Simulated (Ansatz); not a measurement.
A series in volume per atom on BiRh

Periodic Kohn-Sham DFT of a crystal at fixed atoms; pressure and stress are positive in compression; the energy is the free energy less that of spherical unpolarised free atoms; site moments are those in the method's own spheres, positive along +z. The results are calculated, by Ansatz 0.2.0.

Cell of the first row (space group P6_3/mmc, No. 194):
```
CELL_PARAMETERS angstrom
4.01040 0.00000 0.00000
-2.00520 3.47310 0.00000
0.00000 0.00000 5.54740
ATOMIC_POSITIONS crystal
Bi 0.33333 0.66667 0.25000
Bi 0.66667 0.33333 0.75000
Rh 0.00000 0.00000 0.00000
Rh 0.00000 0.00000 0.50000
```

Settings of every row: method all-electron PAW; functional LDA; relativity scalar; k mesh 12x12x7; filling fermi-dirac; smearing width 0.03 eV; nucleus gaussian.

Atom start moment: 0 on all atoms.

Limits: no spin-orbit coupling on heavy atoms.

```csv
row,volume per atom (Å³),pressure (GPa)
1,19.317,6.666
2,20.139,0.034
3,20.55,-2.702
4,20.756,?
5,21.372,-7.232
```

Question: what pressure should row 4 give?

Worked fit of pressure. Take u = (V_r/V)^(2/3) − 1 with V_r = 20.345 Å³ an atom, which is twice the finite (Eulerian) strain; such expansions in the strain, on which the Birch-Murnaghan equation of state is built, carry the rest volume and the bulk modulus. The shown rows have u = 0.03517, 0.00681, -0.00666, -0.0323. Least squares give pressure = −1.3815 + 203.923 × u + 706.9 × u² GPa; a straight line predicts inner rows, each left out in turn, worse (root mean square 0.53 against 0.013 GPa). The rows lie off it by 0.001, -0.006, 0.006, -0.001 (root mean square 0.0043 GPa). The pressure vanishes at u = 0.0066, or V = 20.14 Å³ an atom, and there the bulk modulus at fixed shape and fractions is B = −V dP/dV = (2/3)(1 + u) dP/du = 143 GPa. Letting shape and atoms relax would as a rule lower it, by much in layered, chain or molecular crystals. The withheld row has u = -0.01324, so the fit gives −1.3815 + 203.923 × (-0.01324) + 706.9 × (-0.01324)² = -3.958 GPa.

The calculation gave -3.945 GPa. The fit lies 0.013 GPa (0.094 % of the column's range) below it; its largest miss of a shown row is 0.006 GPa.
